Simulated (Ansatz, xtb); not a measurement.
AlH2PSi: which of two structures lies lower

We compare I, a singlet given by its coordinates, with II, a singlet given by its coordinates. Both are isolated molecules in the gas phase, relaxed with r2SCAN-D4/def2-SVP.

I (Å):

```json
{"atom": "Al", "x (Å)": "-1.2939", "y (Å)": "-1.2845", "z (Å)": "1.5162"}
{"atom": "P", "x (Å)": "0.6655", "y (Å)": "-0.8625", "z (Å)": "0.4321"}
{"atom": "Si", "x (Å)": "-0.8682", "y (Å)": "-1.9430", "z (Å)": "-0.6257"}
{"atom": "H", "x (Å)": "-2.2276", "y (Å)": "-1.1899", "z (Å)": "2.7837"}
{"atom": "H", "x (Å)": "-0.6860", "y (Å)": "-2.4204", "z (Å)": "-2.0391"}
```

Close contacts (Å): Al1–P2 2.28, Al1–Si3 2.28, P2–Si3 2.15, Al1–H4 1.58, Si3–H5 1.50.

II (Å):

```yaml
atoms:
  - { symbol: Al, position_ang: [-1.4305, -1.2181, 0.7839] }
  - { symbol: P, position_ang: [0.3330, -0.1252, 0.0429] }
  - { symbol: Si, position_ang: [0.5719, -2.2525, -0.4063] }
  - { symbol: H, position_ang: [-2.8326, -1.3126, 1.4918] }
  - { symbol: H, position_ang: [-0.9251, -2.8013, 0.2808] }
```

Close contacts (Å): Al1–P2 2.20, Al1–Si3 2.55, P2–Si3 2.19, Al1–H4 1.57, Al1–H5 1.74, Si3–H5 1.74.

Energies in hartree; the thermal terms are from r2SCAN-D4/def2-SVP harmonic frequencies (ideal gas, rigid rotor, one conformer each, 298.15 K, 1 atm) and include the zero-point energy:

|  | I | II |
| --- | --- | --- |
| E, CCSD(T)/def2-TZVPP | −873.121357 | −873.131467 |
| zero-point energy | 0.016874 | 0.016773 |
| H(298 K) − E | 0.022463 | 0.022161 |
| G(298 K) − E | −0.010896 | −0.010934 |

Question: Work out ΔE, ΔE₀, ΔH and ΔG for I → II in kcal/mol (1 Eh = 627.51 kcal/mol) and the equilibrium ratio [II]/[I].

Answer: 1. ΔE = −873.131467 − (−873.121357) = −0.010110 Eh = −6.34 kcal/mol.
2. ΔE₀ = ΔE + ΔZPE = −0.010110 + (−0.000101) Eh = −6.41 kcal/mol.
3. ΔH = ΔE + (−0.000302) Eh = −6.53 kcal/mol.
4. ΔG = ΔE + (−0.000038) Eh = −6.37 kcal/mol, so ΔS = (ΔH − ΔG)/T = −2.3 J/(mol K).
5. kT = 0.9442 mEh, so K = [II]/[I] = exp(−ΔG/kT) = exp(+10.75) ≈ 4.7 × 10^4.

Structure II is favoured at this temperature. An error of 1 kcal/mol in ΔG would change K by a factor of 5.4. Mirror images and further conformers aren't counted.

Other levels gave ΔE = −4.1 (r2SCAN-D4/def2-SVP); −4.7 (HF/def2-TZVPP); −5.6 (MP2/def2-TZVPP) kcal/mol. The correlated steps freeze 15 core orbitals. Programs: Ansatz 0.2.0.

Structure II lies lower at every level listed, and the thermal terms hardly alter the gap. The main change is at hydrogen: the terminal Si–H bond of I becomes an Al–H–Si bridge in II, with both contacts at 1.74 Å, while Al–Si stretches from 2.28 to 2.55 Å. This suggests that a direct Al–Si σ bond gives way to a three-centre, two-electron bond, with electron-poor aluminium accepting density from Si–H. Silicon can then keep an s-rich, silylene-like lone pair, which heavier group 14 elements favour because their valence s and p orbitals hybridise poorly. Both skeletons are planar and probably hold two delocalised π electrons, so π bonding alone needn't separate them; the shorter Al–P contact in II hints at stronger π donation from phosphorus to aluminium. Hartree–Fock already gives most of the preference, so correlation reinforces the bridged form rather than creating it. The equilibrium ratio says nothing about how fast I would convert, since no barrier was computed.
